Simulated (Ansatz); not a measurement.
A series in volume scale on Ni

All results are calculated (Ansatz 0.2.0). Plane-wave DFT, scalar-relativistic PAW made under PBE with cores redone for the functional, no dispersion; the given relaxed cell is scaled uniformly, energy at zero smearing counts from the unscaled cell, pressure at the given Fermi-Dirac smearing is positive in compression.

The cell before it is scaled or strained (space group P6_3/mmc, No. 194):
```
Ni
1.0
      2.4468     0.0000     0.0000
     -1.2234     2.1190     0.0000
      0.0000     0.0000     8.0177
Ni
4
Direct
  1.00000 1.00000 0.00000
  1.00000 1.00000 0.50000
  0.33333 0.66667 0.25000
  0.66667 0.33333 0.75000
```

Settings of every row: spin polarised yes; functional PBEsol; wave cutoff 420 eV; smearing width 0.05 eV; k mesh 17x17x5.

Atom:
| element | starting moment (Bohr magneton) |
| --- | --- |
| Ni | 0.66 |
| Ni | 0.66 |
| Ni | 0.67 |
| Ni | 0.67 |

Limits: all rows lie far from zero pressure; search for a lower magnetic state is off; the cell comes from a prototype or a list of computed structures and needn't be the stable phase.

| row | volume scale | V (Å³/atom) | energy change per atom (meV) | pressure (GPa) | largest site moment (Bohr magneton) |
| --- | --- | --- | --- | --- | --- |
| 1 | 0.88 | 9.145 | 137.9 | 40.09 | 0.62 |
| 2 | 0.92 | 9.561 | ? | ? | ? |
| 3 | 0.96 | 9.977 | 13.09 | 10.53 | 0.66 |
| 4 | 1.04 | 10.808 | 10.87 | -8.01 | 0.69 |
| 5 | 1.08 | 11.224 | 40.69 | -14.48 | 0.7 |
| 6 | 1.12 | 11.64 | 85.45 | -19.58 | 0.71 |

Question: what energy change per atom and pressure should row 2 give?

Worked fit of energy change per atom. Take u = (V_r/V)^(2/3) − 1 with V_r = 10.808 Å³ an atom, which is twice the finite (Eulerian) strain; such expansions in the strain, on which the Birch-Murnaghan equation of state is built, carry the rest volume and the bulk modulus. The shown rows have u = 0.11783, 0.05478, 0, -0.02486, -0.04824. Least squares give energy change per atom = 10.122 − 804.455 × u + 16008.33 × u² meV; a straight line predicts inner rows, each left out in turn, worse (root mean square 53 against 1.7 meV). The rows lie off it by 0.31, -1.00, 0.75, 0.68, -0.73 (root mean square 0.73 meV). The withheld row has u = 0.08516, so the fit gives 10.122 − 804.455 × (0.08516) + 16008.33 × (0.08516)² = 57.71 meV.

The calculation gave 56.43 meV. The fit lies 1.28 meV (2.3 % of the value, 1 % of the column's range) above it; its largest miss of a shown row is 1.00 meV.

Worked fit of pressure. Take u = (V_r/V)^(2/3) − 1 with V_r = 10.808 Å³ an atom, which is twice the finite (Eulerian) strain; such expansions in the strain, on which the Birch-Murnaghan equation of state is built, carry the rest volume and the bulk modulus. The shown rows have u = 0.11783, 0.05478, 0, -0.02486, -0.04824. Least squares give pressure = −8.116 + 285.821 × u + 1043.2 × u² GPa; a straight line predicts inner rows, each left out in turn, worse (root mean square 3.5 against 0.24 GPa). The rows lie off it by 0.04, -0.14, 0.11, 0.10, -0.10 (root mean square 0.1 GPa). The pressure vanishes at u = 0.0259, or V = 10.4 Å³ an atom, and there the bulk modulus at fixed shape and fractions is B = −V dP/dV = (2/3)(1 + u) dP/du = 233 GPa. Letting shape and atoms relax would as a rule lower it, by much in layered, chain or molecular crystals. The withheld row has u = 0.08516, so the fit gives −8.116 + 285.821 × (0.08516) + 1043.2 × (0.08516)² = 23.79 GPa.

The calculation gave 23.59 GPa. The fit lies 0.20 GPa (0.34 % of the column's range) above it; its largest miss of a shown row is 0.14 GPa.

The other values of row 2: largest site moment 0.64 Bohr magneton.
